**Breit and QED shares of the 1s nl excitation energies of Fe²⁴⁺ against simple models**

The table holds first-order shares of the zero-frequency Breit term and of a model QED potential in sixteen excitation energies of helium-like iron, from a relativistic CI on Dirac orbitals in exchange-only KLI potentials, with LS weights. The program compares the common Breit value with the contact energy of 1s², and tests whether the departures of both shares follow a spin–spin contact formula (¹S), a point-dipole model of the 1s spin (p and d), a 1/n³ law (s) and the anomalous-moment splitting by outer j. The contact formula brackets the Breit plateau near −50,000 cm⁻¹ and the ¹S − ³S differences, and the dipole model orders the 3d levels correctly but fails for the p levels other than ³P₀. The QED splittings match a screened charge of 25 within 5 %, which is a consistency check because the potential is a model, while the sign change of the QED ¹S − ³S difference and the p centroids stay unexplained. The output also shows that the order of two close level pairs reverses when the Breit share is subtracted.

Calculated values. Levels of Fe²⁴⁺ from relativistic CI (radial Dirac CI 1) on Dirac orbitals in exchange-only KLI potentials, optimised for each configuration, with the zero-frequency Breit term and QED from a radiative potential. Excitation energies are counted from the 1s² ¹S₀ ground level, and the shares are the first-order contributions of the Breit and QED terms to them.

## Numerical check

```python
# Table: Fe24+ 1s nl levels, radial Dirac CI on exchange-only KLI orbitals; first-order Breit and model-QED
# shares (cm-1) of each excitation energy, and LS weights. Tested: plateau = lost 1s2 term, contact and
# point-dipole models for Breit; 1/n^3, anomalous-moment j splitting and jj interpolation for QED.
T = {
    'level_configuration': ['1s 2s', '1s 2p', '1s 2p', '1s 2s', '1s 2p', '1s 2p', '1s 3s', '1s 3p', '1s 3s', '1s 3p', '1s 3p', '1s 3d', '1s 3d', '1s 3p', '1s 3d', '1s 3d'],
    'level_term': ['3S', '3Po', '3Po', '1S', '3Po', '1Po', '3S', '3Po', '1S', '3Po', '3Po', '3D', '3D', '1Po', '3D', '1D'],
    'level_j': ['1', '0', '1', '0', '2', '1', '1', '0', '0', '1', '2', '2', '1', '1', '3', '2'],
    'level_excitation': [53520000.0, 53750000.0, 53770000.0, 53770000.0, 53890000.0, 54030000.0, 63410000.0, 63470000.0, 63480000.0, 63480000.0, 63510000.0, 63550000.0, 63550000.0, 63560000.0, 63560000.0, 63560000.0],  # cm⁻¹
    'level_breit_share': [-50002.5, -32019.2, -46137.1, -40453.8, -48965.4, -49035.4, -49999.2, -45083.2, -47167.5, -48983.1, -49788.0, -50466.9, -49033.6, -49541.5, -50354.1, -49476.1],  # cm⁻¹
    'level_qed_share': [-25771.1, -30035.4, -30001.7, -25842.4, -29700.3, -29736.7, -28697.9, -29942.1, -28663.0, -29933.1, -29843.0, -29900.4, -29900.5, -29851.2, -29866.2, -29866.4],  # cm⁻¹
    'ls_weight': [100, 100, 92, 100, 100, 92, 100, 100, 100, 91, 100, 66, 100, 91, 100, 66],  # %
}
import numpy as np
from scipy.constants import alpha, physical_constants as pc
from scipy.integrate import quad
from scipy.special import eval_genlaguerre as lag
Eh = pc['hartree-inverse meter relationship'][0]/100; eV = pc['electron volt-inverse meter relationship'][0]/100
K = [c[-2:]+t[:2]+str(int(float(j))) for c, t, j in zip(T['level_configuration'], T['level_term'], T['level_j'])]
B, Q, W, X = [dict(zip(K, map(float, T[k]))) for k in ('level_breit_share', 'level_qed_share', 'ls_weight', 'level_excitation')]
Z = 26; u = lambda z: alpha**2*z**3*Eh; q = lambda z: alpha**3*z**4*Eh/np.pi
print('rounding floor: shares 0.05 cm-1, excitations 5000 cm-1, LS weight 0.5 %; energies below in cm-1')
for nm, D in (('Breit', B), ('QED', Q)):
    f = [-100*D[k]/X[k] for k in K]; print(f'{nm} share / excitation: {min(f):.4f} to {max(f):.4f} %')
B0 = (B['2s3S1']+B['3s3S1'])/2
# further outputs of the same run: 4f Breit (J=3,2,4,3) and 4f QED (j=5/2, 7/2)
B4f = np.average([-50112.39, -49834.44, -50086.48, -49881.44], weights=[7, 5, 9, 7]); Q4f = (6*-29886.26+8*-29879.05)/14
print(f'Breit plateau (mean 3S) {B0:.1f} = {B0/eV:.3f} eV; 3S rows differ by {B["3s3S1"]-B["2s3S1"]:.1f}; 4f centroid {B4f:.1f}')
print('1s2 contact a^2Z^3/4: ' + '; '.join(f'Z={z:.4f}: {u(z)/4:.0f} ({100*(u(z)/4/-B0-1):+.1f} %)' for z in (Z, Z-5/16)))
R = lambda n, r: np.sqrt(4/n**5)*np.exp(-r/n)*lag(n-1, 1, 2*r/n)
dS = {}
for n in (2, 3):
    I = quad(lambda r: (R(1, r)*R(n, r)*r)**2, 0, 60)[0]; d = dS[n] = B[f'{n}s1S0']-B[f'{n}s3S1']
    print(f'{n}s Breit 1S-3S {d:.1f}; I={I:.5f}; Z=26 {I*u(26):.0f} ({100*(I*u(26)/d-1):+.1f} %), Z=25 {I*u(25):.0f} ({100*(I*u(25)/d-1):+.1f} %)')
print(f'ratio 2s/3s of Breit 1S-3S {dS[2]/dS[3]:.3f}; 27/8 = {27/8:.3f}')
Q0 = (4*Q['3d3D1']+6*Q['3d3D3'])/10; M = {}; late = []; cen = {}
print('level: Breit - plateau | point-dipole model (Z-1) | residual | residual after removing centroid')
for n, l, s in ((2, 1, 'p'), (3, 1, 'p'), (3, 2, 'd')):
    p = f'{n}{s}'; S = s.upper(); ks = [f'{p}3{S}{l-1}', f'{p}3{S}{l}', f'{p}3{S}{l+1}', f'{p}1{S}{l}']
    a = u(Z-1)/(n**3*l*(l+.5)*(l+1)); t0 = np.arccos(np.sqrt((l+1)/(2*l+1)))
    th = lambda w: np.arccos(np.sqrt(w/100)); t = th(W[ks[1]])
    v = a*l*(l+1)/(2*l+1)*np.sin(2*t)/np.sin(2*t0)
    m = [a*l*(l+1)/(2*l-1), -v, -a*l*(l+1)/(2*l+3), v]
    c = np.average([B[k]-B0 for k in ks], weights=[2*int(k[-1])+1 for k in ks])
    for k, x in zip(ks, m):
        M[k] = x; print(f'  {k}: {B[k]-B0:+8.1f} | {x:+8.1f} | {B[k]-B0-x:+8.1f} | {B[k]-B0-x-c:+8.1f}')
    dB = B[ks[0]]-B[ks[2]]
    print(f'  {p}: a={a:.1f}, centroid {c:+.1f} (model 0); J={l-1} minus J={l+1}: {dB:.1f} vs {m[0]-m[2]:.1f} ({100*((m[0]-m[2])/dB-1):+.1f} %)')
    dq = Q[ks[2]]-Q[ks[0]]; cen[p] = dq; g = 1/(2*n**3*l*(l+1))
    late.append(f'{p} QED j split {dq:.1f}; Z=25 {g*q(25):.1f} ({100*(g*q(25)/dq-1):+.1f} %), Z=26 {g*q(26):.1f} ({100*(g*q(26)/dq-1):+.1f} %); j-centroid - plateau {(l*Q[ks[0]]+(l+1)*Q[ks[2]])/(2*l+1)-Q0:+.1f}')
    fr = [100*np.sin(t0-th(W[ks[1]]+e))**2 for e in (-.5, 0, .5)]
    late.append(f'  upper-j part of 3{S}{l}: from QED {100*(Q[ks[1]]-Q[ks[0]])/dq:.1f} % (floor {10/dq:.2f}), from LS weight {fr[1]:.1f} % ({fr[0]:.1f}-{fr[2]:.1f}); lower-j part of 1{S}{l} from QED {100*(Q[ks[2]]-Q[ks[3]])/dq:.1f} %')
print('Breit departure ratio 2p/3p: ' + ', '.join(f'{k} {(B["2p"+k]-B0)/(B["3p"+k]-B0):.2f}' for k in ('3P0', '3P1', '3P2', '1P1')))
print(f'QED plateau (3d j-centroid) {Q0:.1f} = {Q0/eV:.3f} eV; 4f centroid {Q4f:.1f}; |plateau|/[(a/pi)(Za)^4mc^2, Z=26: {q(26):.0f}] = {-Q0/q(26):.3f}')
ex = []
for t in ('3S1', '1S0'):
    d2, d3 = Q['2s'+t]-Q0, Q['3s'+t]-Q0; ex.append(np.log(d2/d3)/np.log(1.5))
    print(f'{t} QED - plateau: 2s {d2:.1f}, 3s {d3:.1f}; n^3 x: {8*d2:.0f}, {27*d3:.0f}; over |plateau| {8*d2/-Q0:.3f}, {27*d3/-Q0:.3f}; exponent {ex[-1]:.3f}')
print(f'QED 1S-3S: 2s {Q["2s1S0"]-Q["2s3S1"]:+.1f}, 3s {Q["3s1S0"]-Q["3s3S1"]:+.1f}, 4s (further output) {-29360.34+29388.77:+.1f}')
print('\n'.join(late)); print(f'QED j split ratio 2p/3p {cen["2p"]/cen["3p"]:.3f}')
# further outputs of the same run: 2s 1S - 2p 3P1 line (nm), 7-figure 3d energies, ionisation energies (eV)
for hi, lo, g in (('2s1S0', '2p3P1', 1e7/2636.606), ('3d3D1', '3d3D2', 6.35492e7-6.354861e7)):
    b, r = B[hi]-B[lo], Q[hi]-Q[lo]
    print(f'gap {hi}-{lo} {g:.0f}; Breit part {b:+.1f}, QED part {r:+.1f}; without Breit {g-b:+.0f}, without QED {g-r:+.0f}, without both {g-b-r:+.0f}')
dI = 8826.629-8828.186; print(f'ionisation energy - tabulated {dI:.3f} eV = {dI*eV:.0f} cm-1')
assert u(Z-5/16)/4 < -B0 < u(Z)/4
assert all(2.8 < x < 3.2 for x in ex)
assert all(x > 0 for x in cen.values())
dk = [k for k in K if k[:2] == '3d']; assert sorted(dk, key=B.get) == sorted(dk, key=M.get)
```

Printed output:

```
rounding floor: shares 0.05 cm-1, excitations 5000 cm-1, LS weight 0.5 %; energies below in cm-1
Breit share / excitation: 0.0596 to 0.0934 %
QED share / excitation: 0.0452 to 0.0559 %
Breit plateau (mean 3S) -50000.8 = -6.199 eV; 3S rows differ by 3.3; 4f centroid -49996.7
1s2 contact a^2Z^3/4: Z=26.0000: 51354 (+2.7 %); Z=25.6875: 49525 (-1.0 %)
2s Breit 1S-3S 9548.7; I=0.04938; Z=26 10144 (+6.2 %), Z=25 9018 (-5.6 %)
3s Breit 1S-3S 2831.7; I=0.01416; Z=26 2909 (+2.7 %), Z=25 2586 (-8.7 %)
ratio 2s/3s of Breit 1S-3S 3.372; 27/8 = 3.375
level: Breit - plateau | point-dipole model (Z-1) | residual | residual after removing centroid
  2p3P0: +17981.6 | +15217.9 |  +2763.8 |   -373.4
  2p3P1:  +3863.8 |  -2919.3 |  +6783.0 |  +3645.8
  2p3P2:  +1035.4 |  -3043.6 |  +4079.0 |   +941.8
  2p1P1:   +965.4 |  +2919.3 |  -1953.8 |  -5091.1
  2p: a=7608.9, centroid +3137.2 (model 0); J=0 minus J=2: 16946.2 vs 18261.4 (+7.8 %)
  3p3P0:  +4917.7 |  +4509.0 |   +408.7 |   -459.1
  3p3P1:  +1017.8 |   -912.4 |  +1930.2 |  +1062.4
  3p3P2:   +212.8 |   -901.8 |  +1114.6 |   +246.9
  3p1P1:   +459.3 |   +912.4 |   -453.1 |  -1320.9
  3p: a=2254.5, centroid +867.8 (model 0); J=0 minus J=2: 4704.8 vs 5410.8 (+15.0 %)
  3d3D1:   +967.2 |   +901.8 |    +65.5 |    +29.3
  3d3D2:   -466.1 |   -523.2 |    +57.1 |    +21.0
  3d3D3:   -353.2 |   -386.5 |    +33.2 |     -2.9
  3d1D2:   +524.8 |   +523.2 |     +1.6 |    -34.6
  3d: a=450.9, centroid +36.1 (model 0); J=1 minus J=3: 1320.5 vs 1288.3 (-2.4 %)
Breit departure ratio 2p/3p: 3P0 3.66, 3P1 3.80, 3P2 4.86, 1P1 2.10
QED plateau (3d j-centroid) -29879.9 = -3.705 eV; 4f centroid -29882.1; |plateau|/[(a/pi)(Za)^4mc^2, Z=26: 12406] = 2.409
3S1 QED - plateau: 2s 4108.8, 3s 1182.0; n^3 x: 32871, 31915; over |plateau| 1.100, 1.068; exponent 3.073
1S0 QED - plateau: 2s 4037.5, 3s 1216.9; n^3 x: 32300, 32857; over |plateau| 1.081, 1.100; exponent 2.958
QED 1S-3S: 2s -71.3, 3s +34.9, 4s (further output) +28.4
2p QED j split 335.1; Z=25 331.4 (-1.1 %), Z=26 387.7 (+15.7 %); j-centroid - plateau +67.9
  upper-j part of 3P1: from QED 10.1 % (floor 0.03), from LS weight 10.4 % (9.9-11.0); lower-j part of 1P1 from QED 10.9 %
3p QED j split 99.1; Z=25 98.2 (-0.9 %), Z=26 114.9 (+15.9 %); j-centroid - plateau +3.9
  upper-j part of 3P1: from QED 9.1 % (floor 0.10), from LS weight 9.4 % (8.9-9.9); lower-j part of 1P1 from QED 8.3 %
3d QED j split 34.3; Z=25 32.7 (-4.6 %), Z=26 38.3 (+11.6 %); j-centroid - plateau +0.0
  upper-j part of 3D2: from QED 0.3 % (floor 0.29), from LS weight 0.4 % (0.3-0.5); lower-j part of 1D2 from QED 0.6 %
QED j split ratio 2p/3p 3.381
gap 2s1S0-2p3P1 3793; Breit part +5683.3, QED part +4159.3; without Breit -1891, without QED -367, without both -6050
gap 3d3D1-3d3D2 590; Breit part +1433.3, QED part -0.1; without Breit -843, without QED +590, without both -843
ionisation energy - tabulated -1.557 eV = -12558 cm-1
```
